Q: I want to use these defect calculations for gallium phosphide, but two of the magnetic moments look odd to me. Germanium on a gallium site has half a Bohr magneton. Can a single defect have half an unpaired electron?

Neutral point defects in zincblende GaP (a = 5.505 Å), in periodic supercells of 32 host atoms, calculated with Ansatz 0.2.0 (spin-polarised PBE, scalar-relativistic, plane-wave PAW, 420 eV cutoff, 0.01 eV Gaussian smearing). Atoms are relaxed in the fixed host cell, keeping the starting symmetry; formation energies refer to the elements in their standard states.

```csv
defect kind,removed element,added element,defect place (fraction of the host cell vector),k mesh,k shift,formation energy (eV),defect moment (μB),largest move (Å)
interstitial,none,H,"(0.5, 0.5, 0.5)",3×3×3,"(0, 0, 0) mesh steps",2.195,1.00,0.019
interstitial,none,Cu,"(0.75, 0.75, 0.75)",2×2×2,"(0.5, 0.5, 0.5) mesh steps",2.633,1.00,0.116
substitution,Ga,Cr,"(0, 0, 0)",2×2×2,"(0.5, 0.5, 0.5) mesh steps",1.716,3.00,0.038
substitution,Ga,Cu,"(0, 0, 0)",2×2×2,"(0.5, 0.5, 0.5) mesh steps",2.227,2.00,0.071
substitution,Ga,Ge,"(0, 0, 0)",2×2×2,"(0.5, 0.5, 0.5) mesh steps",1.679,0.50,0.037
vacancy,Ga,none,"(0, 0, 0)",2×2×2,"(0, 0, 0) mesh steps",4.038,0.75,0.236
```

A: No. Take the limit of one neutral defect alone in an endless crystal. It holds a whole number of electrons, each with spin up or down, so the defect moment in Bohr magnetons (μB) must be whole. It must also be odd if the electron count is odd, and even if the count is even. The germanium cell has 289 electrons, so 1 μB would be allowed and 0.50 μB is not.

Q: And the gallium vacancy, with 0.75 μB?

A: It breaks the same rule, since its cell has 275 electrons. The other four rows obey it. The output printed below the text sets each moment beside the nearest allowed value, together with the gap between filled and empty states. Both offending rows have no gap: they are metals, although the host is a semiconductor.

Q: How does one foreign atom turn a semiconductor into a metal?

A: By not being alone. The calculation repeats its cell in all directions, so one germanium atom among every 32 atoms means about 1.5 × 10²¹ defects per cubic centimetre. At the dilute end, the extra electron of germanium stays near its own atom in a sharp level. At the crowded end, the electron clouds of neighbouring copies overlap and the level widens into a band that electrons can fill in part.

Q: So the germanium row describes very heavily doped material?

A: Yes. The spin density is highest around germanium, but it reaches through the whole cell: germanium holds about 6 % of the moment, the other atoms together about five times as much, and the rest lies between the atoms. The metallic state is a product of the crowding, so it is no evidence that germanium gives free carriers at ordinary doping, and no donor depth can be read from it.

Q: I see why the moment may be fractional. But why exactly one half?

A: Because the calculation samples the electron waves at only eight points, and you can count the electron onto them. The symmetry of the cell makes six of the points equivalent and leaves two others. The lowest conduction states of the host on this mesh lie at the six. Germanium brings one electron more than gallium, and that electron has to be spread over the points, each of which can take one eighth of an electron per spin.

Q: Then the six points fill first?

A: If the order of the host's levels is kept, yes, with spin up, and that uses 6/8 of the electron. The remaining 2/8 has a choice: spin up at the two higher points, or spin down at the six lower ones. If the band rises more between the points than the two spins differ in energy, spin down is cheaper. The moment is then 6/8 − 2/8 = 4/8, or 0.50 μB, as in the table.

Q: Could another filling give the same number by accident?

A: There is a second test. Only partly filled states contribute to the small smearing term in the energy, and in this picture the spin-down band at the six points is one third full. That filling implies a term of 1.93 meV, and the run has 1.93 meV. At least one other filling passes both tests: if the two points lay lower, they could hold both spins, and the band at the six would be two thirds full with spin up. The order of the host's levels speaks for the first picture, but only the levels of the germanium cell itself could decide. Either way, the half belongs to the eight points and not to germanium, and a finer mesh would be free to give another value.

Q: Does the same count explain the vacancy?

A: A simpler one does. The smearing term of this run is only 0.02 meV, so nearly every state at its eight points is either full or empty. Each point then holds a whole number of electrons, and the moment has to come in eighths: 0.75 μB is six of them. This mesh, too, has six equivalent points, so the simplest reading is one unpaired electron at each of the six and none at the other two. That the moment is impossible for an isolated vacancy is certain either way. The nearest allowed value, 1 μB, is not the one to expect, though: an isolated neutral vacancy leaves three electrons in a threefold set of broken-bond levels, and with parallel spins they should give 3 μB.

Q: Then I could keep every row with a whole moment and discard the rest.

A: That would let two more metals through. Chromium and copper on the gallium site have moments of 3 and 2 μB, both allowed, and yet neither has a gap. For a whole moment it is enough that one of the two spin directions has a gap. That direction then holds a whole number of electrons, and so must the other, even if its bands are partly filled.

Q: Where do the partly filled bands come from in these two?

A: From chemistry, and you can find them by counting valence electrons. Chromium gives three electrons to the bonds, as gallium did, and keeps three in its d shell. With parallel spins, two of them fill a lower pair of levels and one is left for a set of three levels of equal energy. Copper outside its filled d shell has only one electron where gallium had three, so two are lacking in the bonds. This leaves a threefold set with three electrons of one spin and one of the other. That is the count for an isolated atom. In these cells the three levels are not equal at every point: one third full at all eight, they would give four times the smearing term of germanium, about 7.7 meV, and both runs have 2.65 meV. Their bands also overlap by 0.12 and 0.14 eV, so crowding has widened these levels too, and the points hold unequal shares of the electron.

Q: So an isolated atom of either kind would have one electron in three equal levels. Would a larger cell repair that?

A: It would narrow the bands but not remove the partial filling, and here the limiting case separates two kinds of failure. Move the germanium atoms far apart, and their band narrows to a sharp level that holds one electron at each atom. That is a sound state if the level is single, which these runs do not test. Move the chromium atoms far apart, and one electron still has to choose among three equal levels. Nature usually settles this by a Jahn–Teller distortion: the neighbours shift unevenly, and one level drops below the others.

Q: But the atoms were relaxed.

A: Only within the symmetry of the site, which keeps the four phosphorus neighbours equivalent. They could move in or out together, but not unevenly. The formation energies of these two rows are therefore upper bounds in this respect, because a permitted distortion can only lower them. How much they would fall has to be calculated with the symmetry broken at the start, and PBE, which tends to spread such states out, may well make the distortion too weak.

Q: Interstitial copper has a whole moment and a gap. Is that one safe?

A: Look at the size of the gap: 0.08 eV. It separates the filled spin-up state from an empty spin-down state at the same mesh point; within each spin the gap is several times larger. Copper carries about 9 % of the moment and the host's atoms together about three times as much, with the rest between the atoms, so the unpaired electron reaches well into the host, much as with germanium. The mesh of this run is shifted and avoids the centre of the zone that belongs to the repeated cell. Several points of the crystal's own zone are folded onto that centre, and the host's conduction edge lies 0.11 eV lower there than at the sampled points. If copper's band follows the host's edge, a dip of that size is enough to close the gap, so I expect a finer mesh to find a metal here too, though that has not been tried.

Q: Can a mesh really hide so much?

A: The perfect crystal shows it, with no defect to confuse matters. On a mesh that includes the zone centre, its gap is 1.58 eV; on the shifted mesh it is 2.30 eV. Most of the difference comes from the valence edge, whose top lies at the centre and is missed by 0.62 eV. The crystal and the functional are the same, and only the places where we looked have changed.

Q: Isn't the measured gap about 2.3 eV? The shifted mesh seems to do better.

A: It is roughly that, and this makes the error dangerous. The functional used here, PBE, is known to give gaps that are too small, and the mesh happens to add about what the functional takes away. The agreement would vanish with better sampling. The total energy of the perfect crystal suffers less, because it averages over all filled states instead of depending on one edge. A defect cell with electrons or holes in a band near an edge lacks that protection: each such carrier can be expected to shift the energy by a part of what the mesh misses, 0.11 eV at the conduction edge and 0.62 eV at the valence edge.

Q: Which row passes everything, then?

A: None passes everything, but interstitial hydrogen passes the tests made here. Its moment is 1 μB, its gap is 0.57 eV, and its mesh includes the zone centre, so the dip that threatens copper has already been seen. This makes it a consistent state for hydrogen at this one site. Its odd mesh does leave out points on the edge of the zone, so a smaller gap there is not excluded. Nor does the result show that hydrogen would stay at this site, let alone that the site is the best one: the symmetry kept in the relaxation holds the atom there, even if a slight push to one side would send it away.

Q: May I at least rank the formation energies?

A: Coarsely. The vacancy costs 4.04 eV, well above the next row at 2.63 eV, which makes sense when four bonds are broken and no atom takes the empty place. The values for the vacancy and the substitutions hold for gallium exchanged with the pure metal; where gallium is scarcer, they all fall by the same amount, while those of the interstitials stay, as long as the added element is still taken from its standard state.

Q: And the close pairs?

A: Leave them unranked. Chromium and germanium on the gallium site differ by 0.04 eV, and copper on that site differs from interstitial hydrogen by 0.03 eV. The energy of the perfect cell alone changes by up to 0.06 eV between the meshes of the table, though part of that cancels when defect and host use the same mesh. Copper and hydrogen have no fixed order in any case: copper's value falls where gallium is scarcer and hydrogen's stays, so a slight shortage of gallium reverses them. For chromium and germanium, the gallium supply and the host energy cancel fully. What stays in that pair is a distortion that was forbidden to chromium and an artificial metal in the germanium row, and a difference of a few hundredths of an electronvolt is too small to trust beside those.

Numerical output:

```
Tests of an isolated defect:
           row  electrons  moment_muB  nearest_allowed_muB  miss_muB   gap_eV
  interstitial        289           1                    1         0   0.5733
  interstitial        307           1                    1         0  0.08134
  substitution        289           3                    3         0        0
  substitution        294           2                    2         0        0
  substitution        289         0.5                    1       0.5        0
       vacancy        275        0.75                    1      0.25        0
Rows whose moment breaks the parity rule: 2
Rows without a gap: 4
Ge on Ga moment from counting mesh points (muB): 0.5
Ge on Ga smearing term from the same count (meV): 1.934
Ge on Ga smearing term in the run (meV): 1.928
Host gap on the mesh with the zone centre (eV): 1.582
Host gap on the shifted mesh (eV): 2.304
Valence edge missed by the shifted mesh (eV): 0.6161
Conduction edge missed by the shifted mesh (eV): 0.1052
Share of the moment on interstitial Cu (percent): 8.958
Share of the moment on Ge (percent): 5.672
Defects per cubic centimetre in units of 1e21: 1.498
Formation energy of Cr on Ga less Ge on Ga (eV): 0.037
Formation energy of Cu on Ga less interstitial H (eV): 0.032
Spread of the host energy over the meshes (eV per cell): 0.0648
```
